Germanium (space group Fd-3m) with the methods named, without spin polarisation or spin-orbit coupling. Band gaps are for the cell relaxed with r2SCAN, volumes come from each method's own relaxation or energy curve, and bulk moduli are at fixed cell shape. Plane-wave PBE uses a 420 eV cutoff and an 8×8×8 k mesh, its coarse run 260 eV and 4×4×4.

```
               name                 kind  band gap (eV)  volume per atom (Å³)  bulk modulus (GPa)  atoms computed
         Ge.tersoff          force field            n/a                21.402               85.10               2
      SiCGe.tersoff          force field            n/a                22.626               75.70               2
PBE coarse-settings  low cutoff and mesh          0.000                   n/a                 n/a               2
                PBE            semilocal          0.000                23.905               57.20               2
                PM6       semi-empirical          4.757                   n/a                 n/a              64
             r2SCAN            semilocal          0.362                22.831               69.90               2
                PM7       semi-empirical          3.799                21.788              164.10              64
    PBE sz-orbitals          small basis          0.000                   n/a                 n/a               2
            PBE SZV          small basis          0.545                22.143               91.70               2
    GFN2-xTB tblite        tight binding          0.000                   n/a                 n/a              64
           PBE DZVP          small basis          0.000                24.323               51.90               2
    GFN1-xTB tblite        tight binding          0.000                   n/a                 n/a              64
```

## Two orders that look alike

The bulk modulus is the pressure needed for a given relative change of volume, so a low value means a soft crystal. PBE gives germanium a modulus of 57.2 GPa and r2SCAN 69.9 GPa. PBE also closes the band gap, which r2SCAN leaves open at 0.362 eV. It is tempting to join the two facts: without a gap the bonds are weaker, and the crystal yields more easily.

The five methods with both a gap and a modulus seem to agree, for a wider gap goes with a stiffer crystal, apart from the two that share a zero gap. Two of these gaps mean little in size: PM7 gives a Hartree-Fock orbital gap, usually far too large, and the SZV gap comes from a minimal basis. But in the same five methods the stiffness also rises without exception as the volume shrinks. The order of the rows therefore can't tell a lost gap from a swollen crystal. The two have to be separated by comparing methods at one volume.

## Why a larger crystal is softer

When atoms are pushed together, their repulsion rises steeply; when they are pulled apart, the attraction fades slowly. The energy curve is thus more sharply bent on the short side, and the same crystal becomes softer as it expands. If $B$ is the bulk modulus, $V$ the volume per atom and $P$ the pressure, the rate $B' = dB/dP$ measures this effect. With $dP = -B\,dV/V$ and a constant $B'$,

$$\frac{B_2}{B_1} = \left(\frac{V_1}{V_2}\right)^{B'}.$$

For germanium $B'$ is roughly 4.5, a recalled value that was not adjusted to the table. One percent more volume then costs about 4.5 percent of the stiffness.

This rule describes one crystal under changing pressure. It carries over to two methods if their energies differ by an amount nearly linear in volume. Such a difference acts like an added pressure: it moves the minimum but leaves the curvature, and so the stiffness at a given volume, as it was. That is an argument from theory, and PBE and r2SCAN put it to the test.

## PBE worked out from r2SCAN

PBE is known to make bonds in many solids slightly too long, and here its volume is 23.905 Å³ per atom against 22.831 Å³ with r2SCAN. Starting from the r2SCAN modulus, the rule predicts for PBE

$$69.9\ \text{GPa}\times\left(\frac{22.831}{23.905}\right)^{4.5} \approx 57\ \text{GPa}.$$

This is the computed PBE value to within 1 GPa. The larger volume is enough to account for the softening.

The pressure fits the same picture. Held at the r2SCAN cell, the PBE crystal pushes outwards with 3.0 GPa, and the rule, started from PBE's own volume and modulus, gives 2.9 GPa. If the modulus belonged to the r2SCAN cell instead, the rule would give 2.4 GPa. The computed pressure is sensitive to the settings (the coarse run gives 4.7 GPa), so for PBE it only favours the first reading. Ge.tersoff separates the two more sharply: its computed pressure is −4.8 GPa, and the rule gives −4.8 GPa for a modulus at its own volume but −6.4 GPa for one at the given cell. The PBE modulus is therefore taken to belong to the expanded crystal, and it has to be corrected before it is compared with r2SCAN at equal volume.

## What is left for the gap

The gaps in the table were computed at the r2SCAN cell. Brought to that cell by the rule, the PBE modulus becomes about 70 GPa, the same as with r2SCAN, although PBE still has no gap there. This is the prediction above read backwards, not a second test, and no PBE modulus was computed at that cell. Taking $B'$ as 4 or 5 moves the result only between 69 and 72 GPa. Spin-orbit coupling, which is left out, would narrow the r2SCAN gap by roughly 0.1 eV and not close it, so the contrast stands.

The physical reason lies in what each quantity samples. The gap depends on the highest filled and the lowest empty level, which in PBE coincide exactly at the centre of the Brillouin zone. Such an exact coincidence points to an inverted order: the s-like level that should be empty has dropped below the threefold p-like level, which is then only partly filled. Real germanium is a semiconductor, and this closed gap is a known failure of PBE. The stiffness comes from the total energy, to which all filled states contribute. A contact between bands at one point hardly alters the bonding as a whole.

## Is it only the electron density?

A simpler account keeps the volume but drops the chemistry. In a free-electron gas, stiffness comes from the kinetic energy of the electrons and varies as $V^{-5/3}$. Applied as a scaling law to the r2SCAN modulus, this gives only about 40 percent of the difference between PBE and r2SCAN. What fails is the exponent: joining the two rows takes 4.362, not 5/3. A gas of four free electrons per atom would also be far stiffer than germanium, so the forces that bind the crystal, which this rule leaves out, have to be part of the answer.

## Where volume isn't enough

The minimal basis SZV shows the limit of the rule. With the same functional, it gives 91.7 GPa where the larger DZVP basis gives 51.9 GPa. At equal volume the difference shrinks from about 40 to 11 GPa (14 or 7 GPa with $B'$ taken as 4 or 5), so most of it is again a matter of volume. The rest may arise because so small a basis leaves the electrons little freedom to adapt to compression, but that is a guess. SZV also opens a gap that DZVP closes, so this pair alone can't rule out a part played by the gap.

PM7 departs much further: at equal volume it is still 1.9 times as stiff as r2SCAN. Its energy curve has a different curvature, not just a shifted minimum. A wrong modulus is therefore best compared at equal volume first, so that an error that comes with a wrong volume is told apart from a wrong curvature of the energy curve. The output below makes this comparison for each method with a modulus.

The analysis program printed:

```
Moduli in GPa:
            row  volume_rule  rule_less_value  electron_gas_rule  at_r2SCAN_cell  same_with_4  same_with_5
     Ge.tersoff         93.5            8.396              77.85           63.62        65.71         61.6
  SiCGe.tersoff         72.8           -2.905              70.96           72.69        73.02        72.36
            PBE        56.84          -0.3618              64.74           70.34        68.75        71.98
         r2SCAN         69.9                0               69.9            69.9         69.9         69.9
            PM7        86.27           -77.83              75.57             133        136.1        129.9
        PBE SZV        80.22           -11.48              73.56            79.9        81.14        78.69
       PBE DZVP        52.57           0.6729               62.9           69.01        66.86        71.22
PBE volume above r2SCAN, percent: 4.704
PBE modulus less r2SCAN modulus, each at its own volume, GPa: -12.7
the same difference, percent of r2SCAN: -18.17
PBE less r2SCAN modulus, both at the r2SCAN cell, GPa: 0.445
PBE DZVP less r2SCAN modulus, both at the r2SCAN cell, GPa: -0.8947
exponent that would join PBE and r2SCAN exactly: 4.362
share of the PBE softening given by the volume rule, percent: 102.8
share given by the electron gas rule, percent: 40.59
rank correlation of gap and modulus, five rows: 0.9
rank correlation of volume and modulus, same five rows: -1
SZV less DZVP modulus, own volumes, GPa: 39.8
SZV less DZVP modulus, both at the r2SCAN cell, GPa: 10.9
PM7 over r2SCAN modulus, both at the r2SCAN cell, ratio: 1.902
PBE pressure at the cell if the modulus belongs to its own volume, GPa: 2.921
that estimate less the computed PBE pressure, GPa: -0.113
PBE pressure if the modulus belonged to the given cell, GPa: 2.375
Ge.tersoff pressure, modulus at its own volume, GPa: -4.773
Ge.tersoff pressure, modulus at the given cell, GPa: -6.384
SiCGe.tersoff pressure, modulus at its own volume, GPa: -0.6691
```
